Lecturer: A reverse-biased Ni/Al₀.₂₅Ga₀.₇₅N/GaN Schottky diode sits at T = 500 K. Assumed inputs: barrier thickness d = 30 nm, zero-bias drop across it V₀ = 0.90 V, Coulomb traps (positive when empty) of depth E_t = 0.80 eV, spacing s = 3.0 nm where they line a threading dislocation. Typical inputs: electron mass m* = 0.23 m₀, polarization charge σ = 1.4×10¹³ e/cm², ε∞(AlN) = 4.8, LO phonon 0.09 eV. Compiled measured values for GaN: ε∞ = 5.3 (Chen 2018) and static ε∥c = 10.4 (Ioffe Institute). Compare V = −0.60 V and −2.10 V. Find (a) the fields, (b) the lowering and current ratio for isolated traps, (c) the same for overlapping traps, (d) whether classical emission holds.

Student: While the electron gas pins the lower side, F = (V₀ + |V|)/d, so F₁ = 0.50 and F₂ = 1.00 MV/cm, or eF = 0.050 and 0.100 eV/nm. Is it still pinned?

Lecturer: Pinch-off comes at F = σ/(ε₀ε_static) = 2.4 MV/cm, with GaN's 10.4 standing in for the alloy, so yes. And e|V| is at least 14 kT, so the opposing flow that cancels the current at zero bias is negligible. For the trap, interpolate linearly: ε = 0.75×5.3 + 0.25×4.8 ≈ 5.2. Then A = e²/(4πεε₀) = 1.43996 eV nm/5.2 = 0.27692 eV nm, and kT = 43.087 meV. Let x point along the force on the electron, with the band edge at the trap site as zero:
U(x) = −A/x − eFx.
dU/dx = 0 gives x_m = √(A/eF) and U(x_m) = −2√(AeF), so
Δ = 2√(AeF) = √(e³F/(πεε₀)) = β√F.

Student: The Schottky effect is also a Coulomb term plus a field. Why twice as large here?

Lecturer: The image charge is 2x away and moves with the electron. The force A/(2x)² integrates to −A/(4x). Replace A by A/4 and the lowering is √(AeF), half, for equal ε. Numbers?

Student: x_m = 2.35 and 1.66 nm; Δ = 0.235 and 0.333 eV, against 0.118 and 0.166 eV for Schottky. The remaining barriers E_t − Δ are 0.565 and 0.467 eV, and γ = Δ/kT = 5.46 and 7.72.

Lecturer: Now take J = enμF with constant μ, and n ∝ exp[−(E_t − Δ)/kT], which needs fixed trap occupancy and field-independent capture. Then ln(J/F) = const + β√F/kT, with β = 0.333 eV (MV/cm)^−½ and slope 7.72 (MV/cm)^−½. The ratio is J₂/J₁ = 2 exp(2.26) = 2 × 9.6 = 19, and E_t cancels.

Student: So a straight line against √F proves the mechanism.

Lecturer: No, the slope must also return a sensible ε. A Schottky slope, 3.86 (MV/cm)^−½, read as Poole-Frenkel returns 4 × 5.2 = 20.8. Worse, with uncompensated donors n² rather than n follows the emission rate, the exponent is Δ/2kT, as in Frenkel's 1938 treatment, and the slope equals the Schottky one. And if the drift velocity is saturated, the factor F drops out and 19 becomes 9.6.

Student: I also distrust one dimension. The barrier is only lowered downfield.

Lecturer: Fair. At angle θ to the force, F becomes F cos θ and the lowering is Δ√(cos θ). Average over directions with t = cos θ, leaving the upfield hemisphere unchanged, as Hartke did in 1968:
g = ½ + ½∫₀¹ exp(γ√t) dt = ½ + [1 + (γ − 1)e^γ]/γ².
This gives g = 35.8 and 256, a ratio of 7.1, so J₂/J₁ = 14. Fitting the one-dimensional slope to those two points would return ε = 6.9 instead of 5.2.

Student: And why the optical ε? The ion sits there for ages.

Lecturer: While occupied, the trap is neutral. The lattice can polarize around the separating pair only if the escape is slow compared with an LO period. The frequency scale at the barrier top is ω_b = √(|U″|/m*), with |U″| = 2A/x_m³ and ħ²/m* = 0.3313 eV nm², so ħω_b = 0.119 and 0.200 eV. That exceeds 0.09 eV, but not by much. Treat ε∞ as the better end of a bracket: with 10.4 the slope is 5.46 (MV/cm)^−½ and the one-dimensional ratio 9.9.

Student: Part (c). Does the neighbour matter? s/2 = 1.5 nm is smaller than both values of x_m.

Lecturer: Which means the isolated maximum never forms. With an empty centre at x = s,
U(x) = −A/x − A/(s − x) − eFx.
Put x = s/2 + u. The Coulomb part is −4A/s − 16Au²/s³ + …, so at zero field the saddle is at the midpoint, 4A/s = 0.369 eV below the band edge. The neighbour also pulls the trap level down by A/s = 0.092 eV, so E_a = E_t − 3A/s = 0.523 eV. Further neighbours shift this by comparable amounts, so in practice E_a is fitted. If the saddle stays at the midpoint, the forward barrier falls by eFs/2 and the backward one rises by eFs/2. With attempt frequency ν₀ and N participating electrons per volume,
J = eNsν₀ exp(−E_a/kT)[exp(eFs/2kT) − exp(−eFs/2kT)] = 2eNsν₀ exp(−E_a/kT) sinh(eFs/2kT).
That is ohmic for eFs ≪ 2kT and Poole's law, ln J linear in F, for eFs ≫ 2kT.

Student: The lowerings are 0.075 and 0.150 eV, the arguments 1.74 and 3.48, the sinh values 2.76 and 16.2, ratio 5.9. But you said "if". The field must move the saddle.

Lecturer: It does. Maximising −16Au²/s³ − eFu gives u = −eFs³/(32A), towards the occupied trap, and
Δ = eFs/2 − (eF)²s³/(64A).
The correction is 3.8 meV at F₁ and 15.2 meV at F₂, the latter 0.35 kT. Since the two sites differ by eFs, the backward barrier rises by eFs − Δ, and for any saddle position
J ∝ exp(Δ/kT)[1 − exp(−eFs/kT)] = 2 exp[(Δ − eFs/2)/kT] sinh(eFs/2kT).
The pure sinh therefore needs (eF)²s³/(64A) ≪ kT. Solving A/x² − A/(s − x)² = eF numerically puts the saddle at 1.35 and 1.22 nm, with Δ = 0.071 and 0.135 eV, forward barriers of 0.452 and 0.388 eV, and a ratio of 4.6 in place of 5.9. At much higher field x_m ≪ s/2, the neighbour adds only a constant, and √F behaviour returns.

Student: Part (d) worries me. A light electron and a barrier a nanometre or two wide ought to tunnel.

Lecturer: Size it. For a parabolic top the thermal flux gains κ = a/sin a, with a = ħω_b/2kT, valid above T₀ = ħω_b/(2πk). For the isolated trap T₀ = 219 and 369 K, a = 1.38 and 2.32, and κ = 1.40 and 3.15. The two transverse directions work the other way. Each has curvature +A/x_m³, half of |U″|, and the ratio of its quantum to classical partition function is b/sinh b with b = a/√2. Since ∇²U = 0, the order-a² terms cancel, and the net factors are 1.03 and 1.38. At 500 K the classical ratio is thus low by about a third. At 300 K and 1.00 MV/cm we would be below T₀, and tunnelling would take over.

Student: And the pair?

Lecturer: Worse. At zero field |U″| = 32A/s³ = 0.328 eV/nm², so with the band mass ħω_b = 0.330 eV and T₀ = 609 K, above our temperature. Electrons pass under the saddle, the activation energy falls below the classical barrier, and only the forward-to-backward ratio exp(eFs/kT), fixed by detailed balance, is safe. Close spacing helps the sinh and hurts the classical picture.

Student: So what do I quote?

Lecturer: The model's numbers, not a device's: doubling the field from 0.50 to 1.00 MV/cm multiplies J by 19 (one-dimensional) or 14 (angle-averaged) for isolated traps, and by 5.9 (sinh) or 4.6 (moving saddle) for the classical pair. One caution, as typical knowledge rather than measurement: Poole-Frenkel fits to such diodes often return depths near 0.3 eV, so our barriers may run about 0.5 eV high. For a trap that shallow, Δ = 0.333 eV at F₂ exceeds the depth and no barrier is left to lower. The sharper test is the activation energy at several biases: it falls as √F for isolated traps and nearly linearly in F for overlapping ones.